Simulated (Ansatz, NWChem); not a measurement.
# How methods differ on C2H5AlO (SMILES [CH3][Al]1[CH2][O]1)

C2H5AlO has 9 atoms, charge 0, and is taken as a singlet. SMILES: `[CH3][Al]1[CH2][O]1`. Geometry: relaxed at PBE0-D4/def2-TZVP.

Quantity: the electronic atomisation energy, in eV. The values are calculated. Electronic energies at fixed atoms, without zero-point motion or spin-orbit coupling.

| level | kind | program | value (eV) |
| --- | --- | --- | --- |
| HF/6-31G* (spherical functions) | Hartree–Fock | Ansatz | 23.99 |
| SVWN5/6-31G* (spherical functions) | LDA | NWChem | 38.96 |
| BLYP/6-31G* (spherical functions) | GGA | Ansatz | 33.60 |
| r2SCAN/6-31G* (spherical functions) | meta-GGA | Ansatz | 33.96 |
| r2SCAN0/6-31G* (spherical functions) | hybrid meta-GGA | Ansatz | 33.28 |
| wB97M-V/6-31G* (spherical functions) | range-separated hybrid | Ansatz | 34.23 |
| PBE-QIDH/6-31G* (spherical functions) | double hybrid | Ansatz | 32.71 |
| RPA@PBE0/6-31G* (spherical functions) | RPA | Ansatz | 30.17 |
| MP2/6-31G* (spherical functions) | perturbation theory | Ansatz | 31.29 |
| BCCD(T)/6-31G* (spherical functions) | coupled cluster or CI | Ansatz | 30.67 |

Correlated wave functions underbind in double-zeta sets. The values span 23.99 to 38.96 eV.

Electron correlation accounts for much of the binding: Hartree–Fock gives only 23.99 eV, against 30.67 eV with BCCD(T). Forming the bonds pairs electrons that are largely unpaired in the free atoms, so the molecule gains more opposite-spin correlation than the fragments, and a mean-field treatment misses this gain. LDA errs the other way, at 38.96 eV, because its exchange error is larger in the separated atoms, with their more inhomogeneous densities, than in the molecule. Gradient corrections remove much of that imbalance.

Exact exchange lowers the binding from r2SCAN to r2SCAN0, but it doesn't order the functionals as a whole, since the range-separated hybrid wB97M-V lies above both. MP2 exceeds BCCD(T), which suggests that second-order theory overestimates the correlation gain on bonding, while RPA falls slightly below, in line with its usual underbinding of atomisation energies. The distance between the density functionals and BCCD(T) is not a direct measure of functional error here. Nor does a total atomisation energy isolate the ring strain or the strength of the Al–O bond.
